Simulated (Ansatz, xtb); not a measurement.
## Two isomers of C4H7FO2Si

Structure a is `C#C[Si](F)(OC)OC`, a singlet and structure b is `C=CCC(=O)O[SiH2]F`, a singlet. Both are isolated molecules in the gas phase, relaxed with B3LYP-D3(BJ)/def2-SVP; each stands in its lowest conformer found.

Task: Estimate E(b) − E(a) at the level CCSD(T)/def2-SVP + ΔMP2/def2-TZVPP.

Result: Too close to call at this level: CCSD(T)/def2-SVP + ΔMP2/def2-TZVPP gives E(b) − E(a) = +0.40 kcal/mol.

Level by level:

```json
{"level": "GFN2-xTB", "geometry": "GFN2-xTB", "E(b) − E(a) (kcal/mol)": "−23.45", "departure from the last row (kcal/mol)": "−23.85", "job, with rough time for the two": "optimisation, 0.53 s"}
{"level": "HF/STO-3G", "geometry": "GFN2-xTB", "E(b) − E(a) (kcal/mol)": "−2.45", "departure from the last row (kcal/mol)": "−2.85", "job, with rough time for the two": "single point, 0.44 s"}
{"level": "r2SCAN-D4/def2-SVP", "geometry": "GFN2-xTB", "E(b) − E(a) (kcal/mol)": "−11.22", "departure from the last row (kcal/mol)": "−11.62", "job, with rough time for the two": "single point, 4.3 s"}
{"level": "B3LYP-D3(BJ)/def2-SVP", "geometry": "B3LYP-D3(BJ)/def2-SVP", "E(b) − E(a) (kcal/mol)": "−10.61", "departure from the last row (kcal/mol)": "−11.01", "job, with rough time for the two": "optimisation, 74 s"}
{"level": "HF/def2-SVP", "geometry": "B3LYP-D3(BJ)/def2-SVP", "E(b) − E(a) (kcal/mol)": "−6.92", "departure from the last row (kcal/mol)": "−7.32", "job, with rough time for the two": "part of the CCSD(T) run"}
{"level": "MP2/def2-SVP", "geometry": "B3LYP-D3(BJ)/def2-SVP", "E(b) − E(a) (kcal/mol)": "−8.13", "departure from the last row (kcal/mol)": "−8.53", "job, with rough time for the two": "part of the CCSD(T) run"}
{"level": "CCSD(T)/def2-SVP", "geometry": "B3LYP-D3(BJ)/def2-SVP", "E(b) − E(a) (kcal/mol)": "−10.98", "departure from the last row (kcal/mol)": "−11.38", "job, with rough time for the two": "single point"}
{"level": "CCSD(T)/def2-SVP + ΔMP2/def2-TZVPP", "geometry": "B3LYP-D3(BJ)/def2-SVP", "E(b) − E(a) (kcal/mol)": "+0.40", "departure from the last row (kcal/mol)": "", "job, with rough time for the two": "single point, 1.9 min"}
```

As drawn, b has 1 C=C, 2 C–C, 1 C=O, 2 Si–H in place of 1 C≡C, 1 C–Si, 1 O–Si, 1 C–O, 2 C–H.

The largest departure from CCSD(T)/def2-SVP + ΔMP2/def2-TZVPP is that of GFN2-xTB, 23.85 kcal/mol. The last row adds to CCSD(T) the change of the MP2 difference between the two basis sets, here +11.38 kcal/mol, a large step that makes the value less sure.

With thermal terms from frequencies at re-optimised GFN2-xTB minima (ideal gas, soft modes damped towards free rotors, one conformer each, 298.15 K, 1 atm): the zero-point term adds −1.78 kcal/mol; ΔH is −2.20 and ΔG −0.66 kcal/mol.

The correlated steps freeze 12 core orbitals. Programs: Ansatz 0.2.0, xtb 6.7.1; the last row on 4 threads of Arm Neoverse V1 on a shared host.

The near-degeneracy reflects a trade between two strong stabilising motifs. Isomer a keeps an additional highly polar Si–O bond, while b gains a carbonyl group with ester resonance and exchanges the alkyne for a less energetic alkene, at the price of two comparatively weak Si–H bonds. The shift towards a in the larger basis probably arises because silicon bound to several electronegative atoms needs flexible polarisation functions to describe its compact, strongly polarised bonds, and a has more of these. The closeness of B3LYP-D3(BJ) and CCSD(T) in def2-SVP, −10.61 and −10.98 kcal/mol, is therefore no independent support for a clear preference for b, since both share the same small basis. The relative closeness of HF/STO-3G to the final value looks like error cancellation. The zero-point term favours b, as expected when stiff C–H oscillators give way to softer Si–H ones. Near-equal energies say nothing about ease of interconversion, which would require extensive bond reorganisation.
